Margin comments on the onset of valence-band electron tunnelling (n+ poly nMOSFET in inversion, 2 nm SiO2)

[1] Conventions.
Energies are electron energies, zero at the substrate conduction edge at the oxide interface. q > 0, Vox > 0 is the drop across the oxide alone, and T means transmission probability, never temperature. Inputs, all typical or approximate: Si gap Eg = 1.12 eV, Si/SiO2 conduction offset φc = 3.10 eV, oxide tunnelling mass m_ox = 0.40 m0, heavy-hole mass m_v = 0.49 m0, transverse conduction mass m_c = 0.19 m0, permittivities 3.9 (oxide) and 11.7 (Si), thickness d = 2 nm. One valence band, one conduction valley and two spins are counted.

[2] Why φc drops out of the threshold.
The substrate valence edge at the interface is at −Eg. The oxide conduction edge is at φc on the substrate side and at φc − qVox on the gate side. The gate is silicon too, so its conduction edge lies φc lower, at −qVox. Elastic transfer needs an energy below −Eg and above −qVox, a window of width

Δ = qVox − Eg.

For Δ < 0 the valence electrons face the gap of the gate. The offset cancels only because both electrodes share it. It survives in the barrier: an electron at the valence edge enters under φc + Eg = 4.22 eV and leaves under φc + Eg − qVox, which at onset is φc itself.

[3] One mode gives a linear law.
Fix the wavevector k parallel to the interface and conserve it. A propagating valence state needs E < −Eg − ħ²k²/2m_v, a propagating gate state needs E > −qVox + ħ²k²/2m_c. The window of this mode is Δ − u, with

u = ħ²k²/2m_r, 1/m_r = 1/m_v + 1/m_c, m_r = 0.137 m0.

The two transverse energies add because the bands curve in opposite directions. In one dimension velocity times density of states is 1/h per spin, whatever the mass. With full valence states, empty gate states and constant T, the mode carries

I_mode = (2q/h) T (Δ − u) for u < Δ, and zero otherwise.

The second power of Δ must therefore come from the number of open modes.

[4] The smallest model: a ladder of modes.
On an area A the number of modes below u is A k²/4π = A m_r u/(2πħ²), so the mean spacing is constant, δ = 2πħ²/(m_r A). Place the modes at u_n = (n + ½)δ, n = 0, 1, 2, ... This ladder has the right mean density; it is not the spectrum of a particular box. Write Δ = (N + s)δ with N an integer and |s| ≤ ½. Modes 0 to N − 1 are open, and

Σ(Δ − u_n) = (N²/2 + N s)δ = Δ²/(2δ) − s²δ/2.

At every Δ = Nδ, even for a single mode, the sum equals Δ²/(2δ) exactly. The broken line is tangent to the parabola there and never falls more than δ/8 below it. The delayed start at δ/2 belongs to the finite patch and vanishes as A grows. Dividing (2q/h) T Δ²/(2δ) by A gives the general statement with its prefactor:

J_EVB = q m_r T (qVox − Eg)² / (4π²ħ³) = 1.11×10⁹ A/cm² × T × (Δ/eV)².

[5] The ladder with numbers.
δ = 0.10 eV corresponds to A = 35 nm². At Vox = 1.42 V, Δ = 0.30 eV and three modes are open, with windows 0.25, 0.15 and 0.05 eV. Their sum is 0.45 eV, which is Δ²/(2δ). For T use the WKB form T = exp(−S) for the trapezoid with entrance height U:

S(U, Vox) = (4/3) γ d [U^(3/2) − (U − qVox)^(3/2)] / (qVox), γ = √(2m_ox)/ħ = 3.24 nm⁻¹ eV^(−1/2).

At onset, U = 4.22 eV gives S = 24.77 and T = 1.75×10⁻¹¹. With 2q²/h = 77.5 μS the patch carries 0.61 fA, and the model's current density is 1.7×10⁻³ A/cm². An electron at the substrate conduction edge (U = φc) has S = 20.61 at the same Vox = 1.12 V, a transmission 64 times larger. That factor is the whole effect of the extra Eg in the barrier.

[6] Why constant T works, and which T to take.
T is not constant. Two changes compete. First, raising Vox thins the barrier: at 1.42 V the valence-edge value is S = 24.24, T = 2.97×10⁻¹¹, up by a factor 1.70. Second, most of the window lies deeper than the edge. A state at kinetic energy y inside its mode window sees its barrier raised by w = y + c u, where c = m_r/m_v + m_r/m_ox = 0.28 + 0.34 = 0.62. The first term is the depth of the mode edge below −Eg; the second is the k² that adds to the squared decay constant in the oxide. Linearise T ∝ exp(−w/E0), with

1/E0 = ∂S/∂U = 2γd [√U − √(U − qVox)]/(qVox), E0 = 0.29 eV.

The states fill the triangle u > 0, y > 0, u + y < Δ uniformly. With σ = Δ/E0 = 1.04 the average of the exponential is

(2/σ²) [(1 − e^(−cσ))/c − (e^(−cσ) − e^(−σ))/(1 − c)] = 0.58,

and the unlinearised WKB integral differs from this by less than 1 per cent. The product of the two factors is 0.99. The reason is visible without integrals: the mean barrier falls by about Δ/2, and the mean depth rises by (1 + c)Δ/3 = 0.54Δ. So within WKB the quadratic law holds over this range if T is frozen at its onset value, whereas updating T at the valence edge overstates J by about 70 per cent. The closeness of the cancellation depends on the masses through c.

[7] What WKB leaves out: T vanishes at band edges.
Replace each electrode, for one k, by a semi-infinite chain with hopping t, and the oxide by a single hopping τ between the two end sites. The left band has its top, the right band its bottom, at the edges of the mode window W = Δ − u. The end-site Green function obeys g = 1/(z − t²g), z being the energy from the band centre, so inside the band

g = [z − i√(4t² − z²)]/(2t²), |g| = 1/t.

Inverting the 2×2 matrix of the two end sites gives G_LR = τ g_L g_R/(1 − τ² g_L g_R). With level widths Γ = −2t² Im g,

T = Γ_L Γ_R |G_LR|² = 4τ² Im g_L Im g_R / |1 − τ² g_L g_R|².

Outside either band Im g = 0 and T = 0: the threshold of [2] is exact here. Let x be the depth below the left band top and y = W − x the height above the right band bottom. Then |Im g_L| = √(x(4t − x))/(2t²), likewise for y. For τ ≪ t and W ≪ t,

T ≈ 4τ² √(xy)/t³, ∫T dx = πτ²W²/(2t³),

using ∫√(x(W − x)) dx = πW²/8 over 0 to W. One matched mode is thus quadratic, not linear, and the sum over modes, ∫(Δ − u)² du/δ = Δ³/(3δ), is cubic. For an illustrative t = 1 eV the local exponent d ln J/d ln Δ of the weak-link chain at Δ = 0.30 eV is 2.97. If τ²/t² is identified with the WKB value of T, the cubic current is πΔ/(3t) = 0.31 of the quadratic one. The square law is exact for constant T and is a statement about counting. Flat-band wave matching adds √x and √y, the two group velocities, and one power of Δ. The threshold is common to both.

[8] "Empty" gate states: filling and depletion come together.
A gate with flat bands is degenerate. For an illustrative donor density of 10²⁰ cm⁻³ and a typical Nc = 2.8×10¹⁹ cm⁻³ at 300 K, the Fermi integral of order ½ (normalised to e^η for η → −∞) must equal 3.57, which puts the Fermi level ξ = 0.064 eV above the conduction edge. Treat that Fermi edge as sharp. At height y' above the gate band edge the number of modes is proportional to min[m_c y', m_v(Δ − y')], whose integral is m_r Δ²/2. Removing y' < ξ gives

J ∝ m_v (Δ − ξ)² for 0 < Δ − ξ < ξ m_c/m_v = 0.025 eV,
J ∝ m_r Δ² − m_c ξ² above that.

The onset moves to Eg + ξ, yet at Δ = 0.30 eV the loss is only 6 per cent. At 300 K the edge is blurred by kB × 300 K = 0.026 eV.
The positive gate charge, however, is a depletion layer. At Vox = 1.12 V the oxide field is 0.56 V/nm, the charge is 1.2×10¹³ q/cm², and the depletion approximation (rough at this doping) gives a width of 1.2 nm and a band bending ψp = 0.11 V. The interface edge then lies qψp − ξ = 0.05 eV above the gate Fermi level, so the states at the edge are mostly empty, as the simple rule assumes. Electrons slightly below that edge can still cross the thin depleted skin. The condition that the gate Fermi level fall below the substrate valence edge is qVox > Eg + ξ − qψp, which with ψp ∝ Vox² is met at 1.08 V in this model. Dropping depletion but keeping the filling would shift the onset in the wrong direction; the two terms are of one size and largely cancel. Gap narrowing in the doped gate, typically of order 0.1 eV, is as large as either and is not included.

[9] Quantisation acts on Vg, field smearing on the onset.
The surface field confines electrons and repels holes, so the substrate valence band has no subbands. Quantisation enters through ζ, the height of the channel Fermi level above the surface conduction edge. With source and drain grounded, qVg is the difference of the two Fermi levels,

qVg = ζ + qVox + qψp − ξ,

and the condition of [8] becomes qVg > Eg + ζ, free of gate parameters. An illustrative ζ = 0.25 eV gives 1.37 V, that is about 1.4 V.
The valence edge does rise away from the interface. States a little above −Eg propagate deeper in the silicon and reach the oxide through an Airy tail. With the surface field F_s = (3.9/11.7) × 0.56 V/nm = 0.187 V/nm the tail has the energy scale (ħ²q²F_s²/2m_v)^(1/3) = 0.14 eV and the length scale 0.75 nm. This is about half of the Δ used above. It gives a current below qVox = Eg and rounds off the √x of [7], so over the first few tenths of an eV neither exponent, 2 or 3, can be read cleanly from a device.

[10] Parallel momentum.
The valence maximum is at k = 0, the six conduction minima lie far out along the cube axes. Only in a (100)-oriented gate grain do two of them project onto k = 0, with the mass m_c used here. Other grains need roughness or a phonon, of energy up to about 0.06 eV. If k is not conserved and T is a constant per incident valence mode, only the valence modes are counted: the law stays quadratic, with m_v in place of m_r, a factor 3.6.

[11] Why the body terminal sees it.
Conduction-band electrons that tunnel are replaced from source and drain. A valence electron leaves a hole at the surface, and the depletion field drives it to the body. If recombination on the way through the inversion layer is negligible, the hole current leaving the body contact equals I_EVB, and the gate current is I_EVB plus the source and drain supply. The separation needs no drain bias, which distinguishes it from impact ionisation in the channel.

[12] How far to trust the magnitude.
S is proportional to d√m_ox at fixed Vox. At onset, 0.1 nm less oxide multiplies T by 3.5, and m_ox = 0.35 m0 multiplies it by 5.0. A parabolic mass is a crude description 4 eV below the oxide edge, close to the middle of a gap of about 9 eV. The value 1.7×10⁻³ A/cm² at Vox = 1.42 V is therefore the model's. As typical knowledge, not as a measurement, a 2 nm oxide at this bias passes a total gate current of order 0.1 A/cm², with the hole current two to three decades lower, so the constant-T count is probably high by a factor between a few and about ten. The velocity factor of [7] and the momentum mismatch of [10] both push it down. The threshold does not share this sensitivity, since neither d, m_ox nor φc enters Δ; it is uncertain by the 0.05 to 0.14 eV of [8] and [9].